Question

I record the Fe K pre-edge of Fe2O3 with the analyser on Kα1. People quote 1/Γ² = 1/Γ(1s)² + 1/Γ(2p)² for the apparent width. Where does that come from, how good is it, and why are my peaks much wider than the 0.35 eV it gives?

Answer

The rule is a first approximation to the half width of a product of two Lorentzians. It overestimates that width by at most 9.9 %. Your peaks are wide because of what it leaves out: analyser, monochromator and final-state multiplets.

1. The line shape

Ω is the incident and ω the emitted photon energy. Take one intermediate state (1s hole, energy Ei, half width a) and one final state (2p3/2 hole, energy Ef, half width b), both counted from the ground state. Capitals are full widths at half maximum: A = 2a, B = 2b. Without its slowly varying prefactors, the Kramers–Heisenberg formula gives

I ∝ 1/{[(Ω − Ei)² + a²][(Ω − ω − Ef)² + b²]}.

Fix ω = Ei − Ef + δ and write ξ = Ω − Ei:

I(ξ) ∝ 1/{[ξ² + a²][(ξ − δ)² + b²]}.

Scanning Ω moves through both factors at once, so they multiply; they are not convolved.

Only energy differences remain. The half width x is therefore homogeneous of degree one, x = b·f(r, δ/a, G/B), with r = b/a and G the analyser's full width, and the formulas of section 2 hold unchanged when all half widths are replaced by full widths. At δ = G = 0 the result is symmetric in a and b, so r ≤ 1 covers everything.

2. The width ratio r (δ = G = 0)

Half maximum means (x² + a²)(x² + b²) = 2a²b², or x⁴ + (a² + b²)x² − a²b² = 0, so

x² = [√((a² + b²)² + 4a²b²) − a² − b²]/2.

Dividing the quartic by a²b²x² gives the exact form

1/x² = 1/a² + 1/b² + x²/(a²b²).

Your rule, 1/x0² = 1/a² + 1/b², drops the last term. It is positive, so x0 > x always, with

(x0/x)² = [1 + √(1 + 4q)]/2, q = r²/(1 + r²)² ≤ 1/4.

Small r: x/b = 1 − r² + (5/2)r⁴, whereas x0/b = 1 − r²/2 + (3/8)r⁴. The rule has the right limit but only half of the leading correction; to this order 1/x² = 1/b² + 2/a². Large r follows by exchanging a and b.

r = 1: x = a√(√2 − 1), and the excess x0/x − 1 takes its largest value, 9.9 %.

r       x/b     x0/b
0.1     0.990   0.995
0.288   0.931   0.961
0.5     0.838   0.894
1       0.644   0.707

The excess passes 1 % at r = 0.146 and 5 % at r = 0.386. Inserting x0² into the dropped term gives 1/x² ≈ 1/a² + 1/b² + 1/(a² + b²), which is 1.7 % low at r = 1.

3. Wings

For b ≪ a the line is flat for |ξ| < b, falls as ξ⁻² between b and a, and as ξ⁻⁴ beyond a. Its area is π/[ab(a + b)]. A unit step edge lying D ≫ a above the pre-edge leaves a background a/(πD) in ordinary absorption and ab(a + b)/(3πD³) in the cut, the latter with relative correction −3(a² + b²)/(5D²).

4. Detuning δ

With unit-area Lorentzians the area of the cut is their convolution, a Lorentzian in δ of half width a + b. That is the non-resonant emission line of this model.

Small δ: minimising ξ²/a² + (ξ − δ)²/b² puts the peak at ξ = δ·a²/(a² + b²), with corrections of order δ³. The peak follows the narrower factor, here the analyser setting.

Large δ: two maxima, near ξ = δ (half width b) and ξ = 0 (half width a), with heights tending to the ratio a²/b².

Crossover: with u = ξ − δ/2 the stationary points obey 2u³ + (a² + b² − δ²/2)u − δ(a² − b²)/2 = 0, which has three real roots when

(δ² − 2a² − 2b²)³ > 27δ²(a² − b²)².

The threshold is |δ| = 2a at b = a and 2√2·a = 2.83a as b → 0. Beyond it a single intermediate state produces two peaks.

5. Analyser and monochromator

A Gaussian analyser window (full width G = 2√(2 ln 2)·σ) averages over ω. Only the second factor contains ω, so it becomes a Voigt profile V, and I = V(ξ)/(ξ² + a²) at δ = 0.

G ≪ B ≪ A: writing V ≈ L + (σ²/2)L″ with L = 1/(ξ² + b²) gives x = b[1 + 3σ²/(2b²)] = b[1 + 1.08 G²/B²].

B ≪ G: the half-maximum condition is (1 + t)exp(εt) = 2, with t = x²/a² and ε = ln 2·A²/G². Its solution is t = W0(2ε·exp ε)/ε − 1, W0 being the principal Lambert function. For G ≪ A this gives 1/(2x)² = 1/G² + 1/(ln 2·A²). For G ≫ A it gives 2x = A(1 − ε): the analyser's broadening saturates at A, and ordinary absorption is recovered.

The monochromator convolves the whole cut along Ω, so its broadening does not saturate.

6. Numbers for the Fe K pre-edge

Inputs, typical tabulated lifetime widths: A ≈ 1.25 eV, B ≈ 0.36 eV, so a = 0.625 eV, b = 0.18 eV, r = 0.288. The third digits below serve only to compare formulas.

Ideal full width: 0.335 eV exact, 0.346 eV from the rule (3.3 % high), 0.334 eV with the added term, 0.336 eV from the series. The narrowing relative to A is a factor 3.7.

Contrast: take two equal states an approximate 1.4 eV apart, like the t2g and eg features. The intensity at the midpoint, over that at one state's position, drops from 0.76 to 0.055.

Background: an illustrative D = 10 eV gives 0.020 of the step against 9.6×10⁻⁶, a gain of about 2×10³.

Detuning: the peak shifts by 0.92δ, the area halves at δ = 0.805 eV, and a second maximum appears beyond 1.74 eV, the height ratio tending to 12.

Analyser: to leading order it adds 10 % at G of about 0.1 eV, and the width comes within 10 % of A near 3 eV. A typical G ≈ 1.0 eV, G/B = 2.8, lies between the two. The Voigt product then has full width 0.82 eV (0.75 eV for b → 0). Adding a typical Si(111) band pass of about 1.0 eV in quadrature, a rough step since the line is not Gaussian, gives 1.3 eV.

Two neglected effects far exceed the 3.3 % between rule and exact root. First, intermediate states that reach the same final state add as amplitudes. For spacing Δ and equal real matrix elements the cross term at one resonance centre is 2a²/(Δ² + a²) of the direct term in magnitude, 0.33 for Δ = 1.4 eV. Second, the 2p⁵3d⁶ final states of Fe³⁺ form a multiplet spread over eV, so each intermediate state appears with a range of δ comparable to a + b. Peaks move with the analyser setting as in section 4, and the pre-edge cut is not simply a sharpened absorption spectrum; the full (Ω, ω) plane is needed to assign it.

All these figures are the model's. As typical knowledge, pre-edge features of Fe2O3 taken this way are about 1 to 1.5 eV wide, so the ideal 0.335 eV falls short by roughly a factor 3 to 4, and Kα1 of Fe³⁺ is about 3 eV wide, nearly twice the model's A + B.

7. The same scaling for a gate oxide

For the Hf L3 edge of HfO2 on Lα1 (3d5/2 hole in the final state), take approximate widths A ≈ 4.8 eV and B ≈ 1.5 eV, so r = 0.31. The model gives 1.38 eV exact and 1.43 eV by the rule, 3.7 % high. The ratio r is close to iron's, but the same 1.0 eV analyser now has G/B = 0.67, so the instrument spoils much less of the gain. This is again the model's broadening per state; the observed features also carry the width of the Hf 5d bands, typically several eV, and are broader by that amount.